Squeezing rutile TiO₂ evenly widens its band gap in LDA, but volume alone doesn't set the gap. Two cells of practically equal volume, 9.992 and 9.996 Å³/atom, differ by 42 meV in their direct gap, 1.947 against 1.905 eV. Of the simple measures of size tried here, the shortest Ti–O distance follows the gap best.

Rutile TiO₂ calculated with Ansatz 0.2.0 in all-electron LAPW with the LDA functional, scalar-relativistic and without spin polarization. All cells use a 7×7×10 k mesh, Fermi–Dirac smearing of 0.05 eV and a basis error target of 0.5 meV/atom. The atoms are held at the same fractional positions throughout, and the shortest distance is between Ti and O.

```tsv
volume (Å³/atom)	c/a	shortest distance (Å)	band gap (eV)	smallest direct gap on path (eV)
9.784	0.6441	1.904	1.987	1.998
9.992	0.6441	1.917	1.942	1.947
9.996	0.6572	1.927	1.893	1.905
10.200	0.6441	1.931	1.896	1.896
10.304	0.6441	1.937	1.871	1.871
10.408	0.6441	1.944	1.847	1.847
10.512	0.6441	1.950	1.822	1.822
10.616	0.6570	1.966	1.758	1.758
10.825	0.6441	1.969	1.751	1.751
11.033	0.6441	1.982	1.706	1.706
```

The direct gap is the smallest energy step between a filled and an empty state of the same crystal momentum. It is the quantity compared here, because the lowest gap is slightly indirect in the three smallest cells, by at most 12 meV. In the eight cells with c/a = 0.6441 all edges are scaled together, and the direct gap rises from 1.706 to 1.998 eV as the volume shrinks by 11 %.

A tempting argument predicts the reverse. Closer atoms overlap more, overlap broadens the bands, and broader bands should close the gap between them. The broadening may well be present, but the calculated rise shows that something stronger opposes it.

Theory offers two candidates. The filled states at the gap belong mainly to oxygen 2p and the empty ones to titanium 3d, as is well established for this oxide. Positive titanium neighbours lower the energy of an electron on oxygen, while negative oxygen neighbours raise it on titanium, and both shifts grow as the ions approach. Shorter bonds also strengthen the mixing of the two kinds of state, which tends to push the empty levels up and the filled ones down. The table gives the sum of these effects and not their shares.

If the nearest neighbours dominate both effects, the distance between titanium and oxygen should matter more than the volume. Even scaling can't decide, since it changes every length in proportion. Straight lines in the logarithm of the volume, of the mean Ti–O distance and of the shortest distance were therefore fitted to the eight evenly scaled cells, and all three describe those cells about equally well.

The two remaining cells, strained along chosen axes, separate them. The volume line puts their gaps about 40 meV too high, and the mean of the six Ti–O distances does little better, at 33 meV. The shortest distance comes within 6 meV in both, as the output below shows. A picture in which all six bonds count alike is therefore not enough. Orbitals have direction, so some bonds may well count more than others, but the theory above didn't say in advance that the short ones would.

The geometry shows how the short contacts and the volume can part ways. Each titanium has four short bonds that lean along the c axis and two long ones that lie across it. From 9.992 to 9.996 the c edge grows while a and b shrink, so the volume hardly changes. The short bonds nevertheless lengthen from 1.917 to 1.927 Å, and the long ones shrink. The gap falls, as it does when the short bonds lengthen in an evenly expanded cell.

The same two cells can also be read edge by edge. Starting from the cell at 10.408 Å³/atom, stretching c by 2 % lowers the direct gap by 89 meV (row 10.616). Shortening both a and b by 2 % raises it by only 58 meV (row 9.996). One edge along c thus outweighs the two edges across it.

For small strains such changes should add:

$$\Delta E = K_c \ln\frac{c}{c_0} + K_{ab}\ln\frac{a}{a_0}$$

Here $\Delta E$ is the change of the direct gap, $a$ (equal to $b$) and $c$ are the cell edges, and the subscript 0 marks the cell at 10.408. The two strained cells fix the coefficients: a 1 % longer c lowers the gap by about 45 meV, and a and b longer by 1 % together lower it by about 29 meV.

The most compressed cell, which played no part in fixing them, gives a test. Its edges are all shorter by 2.06 % on the logarithmic scale, so the gap should rise by (45 + 29) × 2.06 ≈ 152 meV, from 1.847 to 1.999 eV. The calculation gives 1.998 eV. This agreement supports adding the effects at strains of this size. It tests only the sum of the two coefficients, since even scaling changes all edges alike, and it doesn't identify the cause.

The practical rule is to ask which axis is strained before converting a volume change into a gap change. The rule concerns shifts only, since LDA puts the gap itself far below the measured value of roughly 3 eV. It has also been tested only with the oxygen atoms kept at fixed fractional positions. In the most compressed cell they still feel force components of about 0.3 eV/Å, and letting them move would alter the bonds and perhaps the shifts.

Whether the short bonds truly control the gap remains open. Both strained cells have c/a raised by the same 2 %, so they test one kind of distortion, and a length with the right directional weighting could match them by coincidence. Moving the oxygen atoms while holding all cell edges fixed would change the short bonds at constant volume. Would the gap still follow them?

Printed output of the fit:

```
direct gap, most compressed less most expanded scaled cell, meV: 292
change of direct gap when only c is stretched by 2 %, meV: -89
change of direct gap when only a and b are shortened by 2 %, meV: 58
change of direct gap for 1 % longer c, meV: -44.91
change of direct gap for 1 % longer a and b together, meV: -28.75
weight of c over weight of a and b together, from the gap: 1.562
the same ratio for the length of the short contact: 1.376
additive strain model:
     row  a in Å  c in Å  long contact in Å  mean contact in Å  predicted direct gap in eV  miss in meV
   9.784     4.5   2.899              1.947              1.918                       1.999       0.8092
   9.992   4.532   2.919              1.962              1.932                       1.947       0.1562
   9.996   4.502   2.959              1.949              1.934                       1.905       0.1811
    10.2   4.563   2.939              1.974              1.945                       1.897       0.5675
  10.304   4.579   2.949              1.982              1.952                       1.872       0.6587
  10.408   4.594   2.959              1.987              1.958                       1.847            0
  10.512   4.609   2.969              1.995              1.965                       1.823       0.5865
  10.616   4.594   3.018              1.988              1.973                       1.758       0.0407
  10.825   4.655   2.998              2.015              1.984                       1.751      -0.4573
  11.033   4.684   3.017              2.027              1.997                       1.704        -2.19
fit of 1000*g on 8 rows (c_a < 0.65): constant 7553 +/- 15, coefficient of log(vol) -2436 +/- 6.3; rms 0.571, worst 11.033 -1.01, leave-one-out rms 0.882
  rows outside the fit (model, value, miss): 9.996 1945, 1905, 40.4; 10.616 1799, 1758, 40.8
fit of 1000*g on 8 rows (c_a < 0.65): constant 6758 +/- 13, coefficient of log(d_mean) -7306 +/- 20; rms 0.604, worst 11.033 -1.08, leave-one-out rms 0.938
  rows outside the fit (model, value, miss): 9.996 1938, 1905, 32.7; 10.616 1791, 1758, 33.2
fit of 1000*g on 8 rows (c_a < 0.65): constant 6696 +/- 26, coefficient of log(d_min) -7296 +/- 40; rms 1.2, worst 10.825 1.52, leave-one-out rms 1.69
  rows outside the fit (model, value, miss): 9.996 1910, 1905, 4.83; 10.616 1764, 1758, 5.64
```
